## The centroid rate formula, worked for hydrogen in bcc iron at 200 K

### The formula

Take a particle of mass $m$ on a potential $V(q)$, with $\beta=1/k_BT$. Its partition function is an integral over closed paths $x(\tau)$, $0\le\tau\le\beta\hbar$, weighted by $e^{-S/\hbar}$ with $S=\int[\tfrac12m\dot x^2+V(x)]\,d\tau$. Sorting the paths by their centroid $\bar x=(\beta\hbar)^{-1}\int x\,d\tau$ defines the centroid density and the centroid free energy,

$$\rho_c(q)=\oint\mathcal Dx\,\delta(q-\bar x)\,e^{-S/\hbar}=\sqrt{\frac{m}{2\pi\beta\hbar^2}}\;e^{-\beta F_c(q)} .$$

The prefactor makes $F_c=V$ for constant $V$, and $\int\rho_c\,dq$ is the exact partition function. Writing $x=q+\eta$ with $\bar\eta=0$ leaves the kinetic action independent of $q$, so that

$$\frac{dF_c}{dq}=\Big\langle\frac1{\beta\hbar}\int_0^{\beta\hbar}V'(x(\tau))\,d\tau\Big\rangle_{\bar x=q},$$

the mean force that a path-integral simulation samples with the centroid held fixed. Classical transition-state theory (TST) multiplies the probability density at the dividing point $q^*$ by the one-way mean velocity $\tfrac12\langle|v|\rangle=(2\pi m\beta)^{-1/2}$. Gillan (1987) and Voth, Chandler and Miller (1989) kept this velocity and replaced the classical density by the centroid density:

$$k=\frac1{\sqrt{2\pi m\beta}}\;\frac{e^{-\beta F_c(q^*)}}{\int_R e^{-\beta F_c(q)}\,dq},\qquad kQ_R=\frac{e^{-\beta F_c(q^*)}}{2\pi\hbar\beta},$$

where $Q_R=\int_R\rho_c\,dq$ runs over the reactant well and $q^*$ is the maximum of $F_c$. The formula is an ansatz supported by its limits. Unlike classical TST it is not an upper bound on the rate.

The limits follow from the quadratic case $V=V_0+\tfrac12m\omega^2q^2$. Expand $\eta=\sum_{n\ge1}(x_ne^{i\omega_n\tau}+\text{c.c.})$ with $\omega_n=2\pi n/\beta\hbar$. Then $S/\hbar=\beta V(q)+\beta m\sum_n(\omega_n^2+\omega^2)|x_n|^2$, and with $u=\beta\hbar\omega$ the Gaussian integrals give

$$e^{-\beta(F_c-V)}=\prod_{n\ge1}\frac{\omega_n^2}{\omega_n^2+\omega^2}=\frac{u/2}{\sinh(u/2)},\qquad\langle\eta^2\rangle=\frac{(u/2)\coth(u/2)-1}{\beta m\omega^2}.$$

For $\omega=0$, $F_c=V$ and $kQ_R=1/2\pi\hbar\beta$, the exact one-way flux of a free particle. For small $\hbar$ the path shrinks, $\langle\eta^2\rangle\to\beta\hbar^2/12m$, and $F_c=V+\beta\hbar^2V''/24m+O(\hbar^4)$ for any smooth $V$, which tends to classical TST. For a parabolic barrier $\omega\to i\omega$, and the numerator exceeds its classical value by $\kappa=(u/2)/\sin(u/2)$. The exact transmission probability $P(E)=[1+e^{2\pi(V_0-E)/\hbar\omega}]^{-1}$, inserted in $kQ_R=(2\pi\hbar)^{-1}\int P\,e^{-\beta E}dE$, gives the same $\kappa$. This holds for $u<2\pi$ only. At the crossover temperature $T_c=\hbar\omega/2\pi k_B$ the $n=1$ mode loses its restoring force, both expressions diverge, and below $T_c$ a pure parabola has no finite rate.

### The model

Hydrogen in bcc iron occupies tetrahedral sites, each with four neighbouring sites at $d=a/2\sqrt2$. If $k$ is the rate over one barrier and successive jumps are uncorrelated, $D=\tfrac16(4k)d^2=ka^2/12$. We model the jump coordinate by

$$V(q)=\tfrac12V_0(1-\cos gq),\qquad g=2\pi/d,$$

with $a=2.87$ Å as an approximate room-temperature lattice constant, $V_0=90$ meV as a barrier typical of density-functional calculations without zero-point correction, and $m=1.008$ u. The two transverse vibrations are taken to keep their frequencies along the path, so that they cancel from $k$. Well and barrier share one curvature, $m\omega^2=V_0g^2/2$. All results below are those of this model.

### Estimate by hand

Take $d\approx1.0$ Å, so $g^2\approx39$ Å$^{-2}$, with $\hbar^2/m\approx4$ meV Å$^2$ and $k_BT\approx17$ meV. Then $\hbar\omega\approx(45\times4\times39)^{1/2}\approx84$ meV, the attempt frequency is $\omega/2\pi\approx20$ THz, $u\approx5$ and $\beta V_0\approx5.3$. A classical atom would cross at $20\ \text{THz}\times e^{-5.3}\approx1.0\times10^{11}$ s$^{-1}$.

Two quantum effects raise this. In the well the atom cannot sit at the bottom, because confinement costs zero-point energy, and the harmonic partition function falls below the classical one by $\sinh(2.5)/2.5\approx2.4$. At the top, paths centred on the barrier spread down both flanks and sample lower potential. Since $u\approx5$ is below $2\pi$ the system is above crossover, and the parabola gives $2.5/\sin2.5\approx4.2$. The enhancement is $2.4\times4.2\approx10$, so

$$k\approx1.0\times10^{12}\ \text{s}^{-1},\qquad D\approx\tfrac23kd^2\approx7\times10^{-9}\ \text{m}^2\,\text{s}^{-1}.$$

This is the centroid formula with $F_c$ taken from one parabola at the bottom and another at the top.

### Careful calculation

Unrounded, $d=1.0147$ Å, $g=6.192$ Å$^{-1}$, $\hbar^2g^2/m=159.0$ meV, $k_BT=17.235$ meV and $\hbar\omega=84.59$ meV. Two numbers fix the problem, $W=\beta V_0/2=2.611$ and $\Lambda=\beta\hbar^2g^2/m=9.226$, with $u=\sqrt{W\Lambda}=4.908$ and $T_c=156$ K.

We obtain $F_c$ by the variational method of Giachetti and Tognetti and of Feynman and Kleinert. At each $q$ the fluctuation $\eta$ is given a trial action with a free frequency $\Omega(q)$, and Jensen's inequality gives

$$\beta F_c\le\ln\frac{\sinh(U/2)}{U/2}+\beta\langle V(q+\eta)\rangle-\tfrac12\beta m\Omega^2\langle\eta^2\rangle,\qquad U=\beta\hbar\Omega .$$

The bound is stationary when $m\Omega^2=\langle V''\rangle$. With $\theta=gq$ and $\sigma^2=g^2\langle\eta^2\rangle$, the Gaussian average is $\langle\cos(\theta+g\eta)\rangle=\cos\theta\,e^{-\sigma^2/2}$, which closes the equations:

$$U^2=u^2\cos\theta\,e^{-\sigma^2/2},\qquad\sigma^2=\frac{\Lambda}{U^2}\Big[\frac U2\coth\frac U2-1\Big],$$

$$\beta F=\ln\frac{\sinh(U/2)}{U/2}+W-W\cos\theta\,e^{-\sigma^2/2}\Big(1+\frac{\sigma^2}2\Big).$$

The last term uses $\beta m\Omega^2\langle\eta^2\rangle=U^2\sigma^2/\Lambda=W\cos\theta\,e^{-\sigma^2/2}\sigma^2$. Where $\cos\theta<0$, $U=iB$ and the hyperbolic functions become circular ones. Iteration gives

| $\theta$ | $\sigma^2$ | $U^2$ | $\beta V$ | $\beta F$ | $e^{-\beta F}$ |
|---|---|---|---|---|---|
| $0$ | 0.608 | 17.78 | 0 | 0.753 | 0.4709 |
| $\pi/4$ | 0.646 | 12.33 | 0.765 | 1.312 | 0.2693 |
| $\pi/2$ | 0.769 | 0 | 2.611 | 2.611 | 0.0735 |
| $3\pi/4$ | 0.951 | −10.59 | 4.457 | 3.816 | 0.0220 |
| $\pi$ | 1.048 | −14.26 | 5.222 | 4.280 | 0.01384 |

The well is raised and the top lowered, and the centroid barrier is $F(\pi)-F(0)=60.8$ meV. The reactant region is one period. Its integrand is smooth and periodic, so the eight-point trapezoidal rule suffices, and it gives the cell average $\overline{e^{-\beta F}}=0.1518$. With $(2\pi m\beta)^{-1/2}=512.4$ m s$^{-1}$, which divided by $d$ is $5.050\times10^{12}$ s$^{-1}$,

$$k=5.050\times10^{12}\ \text{s}^{-1}\times\frac{0.01384}{0.1518}=4.60\times10^{11}\ \text{s}^{-1},\qquad D=3.2\times10^{-9}\ \text{m}^2\,\text{s}^{-1}.$$

Classical TST on the same cosine has the cell average $e^{-W}I_0(W)=0.2633$, with $I_0$ the modified Bessel function, and gives $1.035\times10^{11}$ s$^{-1}$. The quantum enhancement is 4.45.

A bound on $F_c$ at each point does not bound a ratio, so the variational step needs testing. The denominator can be had exactly. In plane waves $e^{i(K+ng)q}$ the matrix of $\beta H$ has diagonal $W+\tfrac12\Lambda(n+K/g)^2$ and off-diagonal $-W/2$, and the partition function per cell is the average over $K$ of $\sum_je^{-\beta E_j(K)}$. Diagonalisation gives $Q_R=0.1256$. The variational value is $\sqrt{2\pi/\Lambda}\times0.1518=0.1253$, lower by 0.3 per cent and on the side that the inequality requires.

For the numerator we evaluate the second cumulant about the trial action. Let $\gamma(s)=g^2\langle\eta(s\beta\hbar)\eta(0)\rangle=(\Lambda/U^2)\{(U/2)\cosh[U(s-\tfrac12)]/\sinh(U/2)-1\}$. The two-time average of the cosines is $e^{-\sigma^2}(\cos^2\theta\cosh\gamma+\sin^2\theta\sinh\gamma)$. The disconnected part removes the constant, the term linear in $\gamma$ integrates to zero because the centroid mode is absent, and the stationarity condition cancels the $\gamma^2$ term against the trial potential. What remains is

$$\beta\,\delta F=-\tfrac12W^2e^{-\sigma^2}\int_0^1\Big[\cos^2\theta\,\big(\cosh\gamma-1-\tfrac12\gamma^2\big)+\sin^2\theta\,(\sinh\gamma-\gamma)\Big]ds,$$

equal to $-0.001$, $-0.007$ and $-0.007$ at $\theta=0$, $\pi/2$ and $\pi$. Numerator and denominator both rise by less than one per cent, and the centroid rate of the model is $4.6\times10^{11}$ s$^{-1}$ to two figures.

### Why the two differ by a factor of 2.2

Rounding is not the cause. The two-parabola calculation with unrounded inputs has a classical rate of $1.104\times10^{11}$ s$^{-1}$, a well factor 2.353 and a barrier factor 3.867, whose product is 9.10, and it gives $1.004\times10^{12}$ s$^{-1}$. The hand values of the classical rate and of the enhancement are off by factors 0.91 and 1.10, which cancel by accident. The barrier factor is the sensitive one, since rounding $u$ up by 2 per cent raised it by 8 per cent. The remaining ratio of 2.18 comes from anharmonicity, and it factorises into a barrier part and a well part.

**Barrier, factor 1.51.** The variational barrier factor is $e^{5.222-4.280}$, or 2.565 unrounded, against 3.867. Even a free hydrogen path has an rms spread of $(\beta\hbar^2/12m)^{1/2}=0.14$ Å at 200 K. On the inverted parabola the $n=1$ mode is softened by $1-u^2/4\pi^2=0.390$, and the spread grows to $\sigma^2=1.527$, or 0.20 Å. The inflection points of the cosine lie only $d/4=0.25$ Å from the top, so such paths reach the region where the true potential flattens while the parabola keeps falling. The parabola thus credits them with a lowering of energy that the lattice potential does not offer. A first-order estimate of the quartic term, $\beta V''''\langle\eta^4\rangle/24=W\sigma^4/8=0.76$, has the right sign but overshoots the required $\ln1.51=0.41$, because the quartic term itself contracts the path. Self-consistently the curvature is reduced by $e^{-\sigma^2/2}=0.592$, the softening of the first mode is only $1-B^2/4\pi^2=0.639$, and the spread is 0.17 Å. In $\beta F(\pi)$ the fluctuation logarithm changes from $-1.352$ to $-0.687$, and the potential terms return part of this, falling from 5.222 to 4.967. At $T/T_c=1.28$ the parabolic factor is already dominated by its approach to a divergence that the cosine barrier does not have.

**Well, factor 1.45.** The harmonic cell average is $(2\pi W)^{-1/2}/2.353=0.1049$, against 0.1518. Classically the softer walls matter little, $0.2633/0.2469=1.07$, and the remaining factor 1.36 is quantum. At $u\approx5$ the partition function is dominated by the ground level, so what counts is the zero-point energy. The harmonic value is $\hbar\omega/2=42.3$ meV. The quartic term shifts it in first order by $-\hbar^2g^2/32m=-4.97$ meV, worth a factor $e^{\Lambda/32}=1.33$ in $Q_R$. The diagonalisation puts the lowest band between 33.7 and 39.6 meV, with 36.3 meV at $K=g/4$, and the Boltzmann factor of that lowering from 42.3 meV is 1.42. A lower reactant level means a larger $Q_R$ and a smaller rate.

Both corrections reduce the rate, although the quartic term has opposite signs at the two points. It lowers $F_c$ in the well and raises it at the top, so in each place it pulls $F_c$ back towards $V$. The size is set by $\sigma^2$, the squared spread of the path in units of $1/g^2$. A quadratic expansion needs $\sigma^2\ll1$, whereas here $\sigma^2$ runs from 0.608 to 1.048. The product $1.51\times1.45$ of two moderate factors is the result.

### What the centroid formula itself omits

The careful number solves the centroid prescription, which is not exact for an anharmonic barrier. The omission appears at order $\hbar^2$. For a symmetric well the quartic term shifts the levels by $(V''''/24)(\hbar/2m\omega)^2[6(n+\tfrac12)^2+\tfrac32]$. Continuing to a barrier by $\omega\to i\omega$, $n+\tfrac12\to i\phi/\pi$ relates the energy to the barrier action $\phi$, with $P=(1+e^{2\phi})^{-1}$:

$$E(\phi)=V_0-\tfrac32\lambda-\hbar\omega\frac\phi\pi+6\lambda\frac{\phi^2}{\pi^2},\qquad\lambda=\frac{\hbar^2V''''}{96m^2\omega^2}.$$

The barrier $V_0\,\mathrm{sech}^2(x/b)$ tests the continuation. Away from threshold its exact transmission has $\phi/\pi=(V_0/\epsilon-\tfrac14)^{1/2}-(E/\epsilon)^{1/2}$ with $\epsilon=\hbar^2/2mb^2$. Squaring gives the terms $-\epsilon/4$ and $\epsilon\phi^2/\pi^2$, which match because $\lambda=\epsilon/6$ for this barrier. Integrating the flux by parts,

$$\kappa=\int_{-\infty}^{\infty}\frac{d\phi}{2\cosh^2\phi}\,e^{-\beta[E(\phi)-V_0]}=1+\frac{u^2}{24}+\beta\lambda+O(\hbar^4),$$

since the weight has $\langle\phi^2\rangle=\pi^2/12$. The expansion of $F_c$ given earlier yields $u^2/24$ and lacks $\beta\lambda$. At the top of the cosine $V''''=m\omega^2g^2$, so $\beta\lambda=\Lambda/96=0.096$. The integral without expansion gives $\kappa=3.1$, a few per cent of which comes from energies below the bottom of the well, which the model does not possess. This second-order semiclassical estimate exceeds the centroid factor by about 1.2. The centroid formula is therefore probably low here by ten to twenty per cent, an amount smaller than, and opposite to, the anharmonic correction found above. For strongly asymmetric barriers below $T_c$ the formula can fail by orders of magnitude, because the centroid is then a poor reaction coordinate. The symmetric jump above $T_c$ is a favourable case.

### Limits of the model

Thermal contraction is negligible. With the compiled expansion coefficient $11.8\times10^{-6}$ K$^{-1}$ at 293 K (Kaye and Laby Online) held constant, $d$ shrinks by 0.11 per cent on cooling to 200 K and $\Lambda$ grows by 0.22 per cent.

The transverse modes are not negligible. Their quanta are typically several times $k_BT$, so they contribute about $e^{-\beta\Delta E_\perp}$, where $\Delta E_\perp$ is the change of their zero-point energy between site and saddle. Each 10 meV is a factor 1.8, comparable with the whole anharmonic correction. An uncertainty of 10 meV in $V_0$ has an effect of the same order.

The lattice enters twice. The compiled Debye temperature of 470 K (Wikipedia) corresponds to 40.5 meV and a period of 102 fs, about twice the 49 fs period of the hydrogen. The iron atoms therefore cannot follow the crossing adiabatically, as a relaxed barrier profile assumes, and a full treatment computes $F_c$ as a potential of mean force over the lattice coordinates. Further, a rigid periodic potential has no hopping rate at all, since its Bloch states propagate freely. The lowest band is 6 meV wide, a coherent transfer time of $\hbar$ over the width of 0.11 ps, shorter than the model's residence time $1/4k=0.54$ ps. A rate exists only if lattice fluctuations shift neighbouring site energies by more than this width and remove the excess energy between jumps. The residence time is about 5 Debye periods, so the assumption of uncorrelated jumps has little margin.

The model's diffusivity at 200 K is thus about $3\times10^{-9}$ m$^2$ s$^{-1}$, or about $4\times10^{-9}$ m$^2$ s$^{-1}$ with the semiclassical barrier factor, uncertain by a factor of about two through the inputs. As typical knowledge, lattice diffusivities of hydrogen in pure annealed iron extrapolate from near room temperature to a few times $10^{-9}$ m$^2$ s$^{-1}$ at 200 K, the same order as the model. The apparent diffusivity of ordinary iron at this temperature is typically lower by orders of magnitude, because vacancies, dislocations and grain boundaries trap hydrogen, and the model contains no traps.